## Where the empty states of PtS₂ dip

An electron added to a semiconductor settles in the lowest empty state, and the wave vector of that state decides how the electron moves and how it can meet a hole. In layered platinum disulphide the lowest empty states lie away from the zone centre. Can their energy at one more point of the zone be worked out from six others?

Kohn-Sham levels of PtS₂ (3-atom cell, 120° between the in-plane vectors, atoms moved at random by about 0.05 Å), computed with JDFTx 1.7.0 (patched build) and PBE without spin-orbit coupling. The runs use scalar-relativistic PseudoDojo 0.5 standard pseudopotentials, a 1142.88 eV plane-wave cutoff and a 9×9×5 k mesh. Energies count from the valence top of the mesh.

| point a (reciprocal cell vector) | point b (reciprocal cell vector) | point c (reciprocal cell vector) | level under 3 (eV) | level under 2 (eV) | level under 1 (eV) | level over 1 (eV) | level over 2 (eV) |
| --- | --- | --- | --- | --- | --- | --- | --- |
| 0.0000 | 0.0000 | 0.0000 | -1.154 | -1.089 | -0.072 | 2.310 | 2.385 |
| 0.0000 | 0.0000 | 0.4000 | -1.331 | -1.292 | -0.895 | 2.768 | 2.828 |
| 0.0000 | 0.4444 | -0.4000 | -2.723 | -2.654 | -1.516 | 2.088 | 2.361 |
| 0.2222 | -0.2222 | -0.4000 | -1.582 | -1.274 | -0.771 | 1.322 | 2.168 |
| 0.3333 | -0.3333 | -0.4000 | -2.281 | -1.800 | -1.329 | 1.849 | 2.012 |
| 0.4444 | 0.0000 | 0.0000 | -2.866 | -2.799 | -2.212 | 1.687 | 2.709 |
| 0.4444 | -0.2222 | 0.0000 | ? | ? | ? | ? | ? |

Points a, b and c are the components of the wave vector along the three reciprocal cell vectors. The first two lie in the layer, and the third runs across the stack. Levels over 1 and 2 are the two lowest empty levels at each point, level under 1 is the highest filled one, and energies count from the valence top of the whole mesh.

**Two orbitals and a long hop**

In PtS₂ each platinum atom sits in an octahedron of six sulphur atoms and keeps six d electrons. These fill the three d orbitals that point between the sulphur atoms. The other two, the e$_g$ pair, point at the sulphur atoms and form antibonding states with them. Chemistry thus suggests that the two lowest empty levels are this pair, though no orbital weights test it here.

The levels behave like such a pair. On the axis through the zone centre the three in-plane directions are equivalent, and the two levels nearly coincide, with a splitting of only 0.075 eV at the centre. The small remainder fits the distortion of this cell, since spin-orbit coupling is left out: the atoms were moved at random by about 0.05 Å, and forces of up to 1.3 eV/Å remain. The cell is not relaxed either and stands under 9.6 GPa in this functional, so the gap and the coupling between layers belong to this geometry. Off the axis the wave picks out a direction, the two orbitals respond differently, and the splitting can reach 1.02 eV.

The lowest empty level also has a telling shape. At c = 0.4 in size it falls from 2.77 eV on the axis to 1.32 eV a little less than halfway to the zone edge, then climbs back to 2.09 eV close to the edge. A hop between nearest platinum atoms would by itself give a steady run from centre to edge. A hop that reaches twice as far changes sign at half the wave vector, so it can put a dip inside the zone. A hop to the shell in between, √3 lattice spacings away, can do so too, and the choice between them has to come from the bonding.

The bonding offers a reason why the long hop should matter. Neighbouring platinum atoms share two sulphur atoms, each at an angle somewhat above 90°, so their e$_g$ orbitals mainly address different p orbitals on them and are expected to couple weakly. Platinum atoms two lattice vectors apart are linked through two sulphur atoms, whose p orbitals each point at their own platinum atom and also overlap with each other. In ZrS₂, which has similar layers but no d electrons, the lowest empty states come from the d orbitals that point between the sulphur atoms, and the dip is known to lie at the zone edge instead.

**From the picture to a number**

Each hop contributes the cosine of the phase that the wave gathers along it. For the long hops in the three in-plane directions these add up to

$$F=\cos 4\pi a+\cos 4\pi b+\cos 4\pi(a+b).$$

Coupling between layers adds a term in $\cos 2\pi c$. A constant and two coefficients, fitted to the lowest empty level in the six known rows, give in eV

$$E \approx 1.44+0.30\,F-0.27\cos 2\pi c .$$

The phases are those of the hexagonal cell of the run, with 120° between its in-plane vectors. With 60° instead, the point (0.3333, −0.3333, −0.4) would lie on a threefold axis, where paired levels are expected. No two of the three highest filled levels there lie closer than 0.47 eV, whereas on the axis through the zone centre the second and third nearly coincide. The levels thus agree with the cell angle of the run.

The withheld point lies two thirds of the way from the centre to the zone corner K, in the plane c = 0. All six known rows lie on the axis or on lines towards the middle of a zone edge, so this is a direction the fit has not seen. The doubled phases there are 320°, −160° and 160°, so

$$F=0.77-0.94-0.94=-1.11,$$

$$E\approx1.44-0.33-0.27=0.84\ \text{eV}.$$

Three constants on six rows make a loose model. When each known row in turn is left out and then predicted, the typical error is 0.44 eV. There is also a firm floor: the smallest gap on the mesh is 0.892 eV, so no empty level on it can lie lower. The model's value falls just below this floor, and its error can therefore only run upwards.

The forecast for the lowest empty level is therefore set, by judgement, a little above the floor at 1.1 eV, with a range of 0.89 to 1.6 eV. The same form fitted to the second empty level gives 2.0 eV, with a range of 1.6 to 2.4 eV, and here the model's own value stands. The filled levels have a different make-up and are left out of the forecast.

**The computed levels**

The withheld rows as computed:

| point a (reciprocal cell vector) | point b (reciprocal cell vector) | point c (reciprocal cell vector) | level under 3 (eV) | level under 2 (eV) | level under 1 (eV) | level over 1 (eV) | level over 2 (eV) |
| --- | --- | --- | --- | --- | --- | --- | --- |
| 0.4444 | -0.2222 | 0.0000 | -2.615 | -2.253 | -0.473 | 1.015 | 1.908 |

Both empty levels fall within their ranges. The lowest comes out at 1.015 eV, so the forecast was 0.085 eV too high, while the bare formula was 0.17 eV too low. Knowing the floor thus improved the estimate. The second level lies at 1.91 eV, about 0.09 eV below its forecast.

The comparison with shorter hops is more instructive than the hit itself. The same kind of formula with nearest-neighbour cosines fits the six known rows less well and puts the lowest level at 1.74 eV, which is 0.73 eV too high. The long hop thus describes the low energies inside the zone better than the nearest hop, although one new point does not establish the path that the electron takes. The shell in between was not fitted, and on the lines of the known rows its sum is only a blend of the other two, so those rows alone could not tell the shells apart. The output printed below gives these fits in full, together with the version for a 60° cell, which misses by 0.24 eV. That a formula with the wrong geometry also lands within the typical error shows how loose the test is.

The long-hop formula does worst close to the zone edge, at (0, 0.4444, −0.4), where it lies 0.33 eV too high. There the doubled phases have almost come full circle, so the formula treats the point nearly like the centre. Shorter hops do tell the two places apart, and leaving them out is a likely cause of the error. A single smooth sum also can't follow two levels that split by different amounts from point to point.

At the zone centre the lowest empty level is 2.31 eV, about 1.4 eV above the lowest one on the mesh, so a model of electron transport built around the centre would describe the wrong states. The withheld point is only 0.12 eV above that lowest level, but this is still several times the thermal energy at room temperature. The distortion alone splits paired levels by up to 0.075 eV at the centre, so the order of valleys this close in energy is not settled for the undistorted crystal, and a finer mesh could place the lowest level lower still.

The smallest gap also joins two different wave vectors, because the smallest direct gap on the mesh is 1.022 eV, larger than 0.892 eV. On this mesh the gap is thus indirect, by 0.13 eV, and light at the absorption edge would need help from a lattice vibration. PBE usually makes gaps too small, and spin-orbit coupling on platinum, left out here, can shift and split the levels.

The analysis program printed:

```
Points and empty pair:
     row  in-plane distance (reciprocal vectors)  nearest-neighbour sum  doubled-angle sum  split of empty pair (eV)  direct gap at point (eV)
     0.0                                       0                      3                  3                     0.075                     2.382
     0.0                                       0                      3                  3                      0.06                     3.663
     0.0                                  0.4444                -0.8792              2.531                     0.273                     3.604
  0.2222                                  0.2222                  1.348            -0.8792                     0.846                     2.093
  0.3333                                  0.3333              0.0003628         -0.0007254                     0.163                     3.178
  0.4444                                  0.4444                -0.8792              2.531                     1.022                     3.899
  0.4444                                  0.3849                 -0.592             -1.114                     0.893                     1.488
fit of level_over_1 on 6 rows: constant 1.444 +/- 0.23, coefficient of far 0.2975 +/- 0.098, coefficient of layer -0.2682 +/- 0.18; rms 0.228, worst 0.0 0.326, leave-one-out rms 0.441
  rows outside the fit (model, value, miss): 0.4444 0.8443, 1.015, -0.171
fit of level_over_2 on 6 rows: constant 2.161 +/- 0.18, coefficient of far 0.1454 +/- 0.078, coefficient of layer -0.01565 +/- 0.14; rms 0.182, worst 0.0 -0.219, leave-one-out rms 0.373
  rows outside the fit (model, value, miss): 0.4444 1.983, 1.908, 0.0749
fit of level_over_1 on 6 rows: constant 1.855 +/- 0.26, coefficient of near 0.1551 +/- 0.14, coefficient of layer -0.02113 +/- 0.26; rms 0.384, worst 0.2222 0.759, leave-one-out rms 0.621
  rows outside the fit (model, value, miss): 0.4444 1.742, 1.015, 0.727
fit of level_over_1 on 6 rows: constant 1.65 +/- 0.23, coefficient of far60 0.2153 +/- 0.099, coefficient of layer -0.2469 +/- 0.22; rms 0.286, worst 0.3333 -0.322, leave-one-out rms 0.578
  rows outside the fit (model, value, miss): 0.4444 1.258, 1.015, 0.243
Fall of lowest empty level from (0, 0, 0.4) to (0.2222, -0.2222, -0.4) in eV: 1.446
Distance of the two highest filled levels at (0.3333, -0.3333, -0.4) in eV: 0.471
Forecast less computed lowest empty level at the withheld point in eV: 0.085
Forecast less computed second empty level at the withheld point in eV: 0.092
Lowest empty level at the withheld point above the mesh minimum in eV: 0.123
```
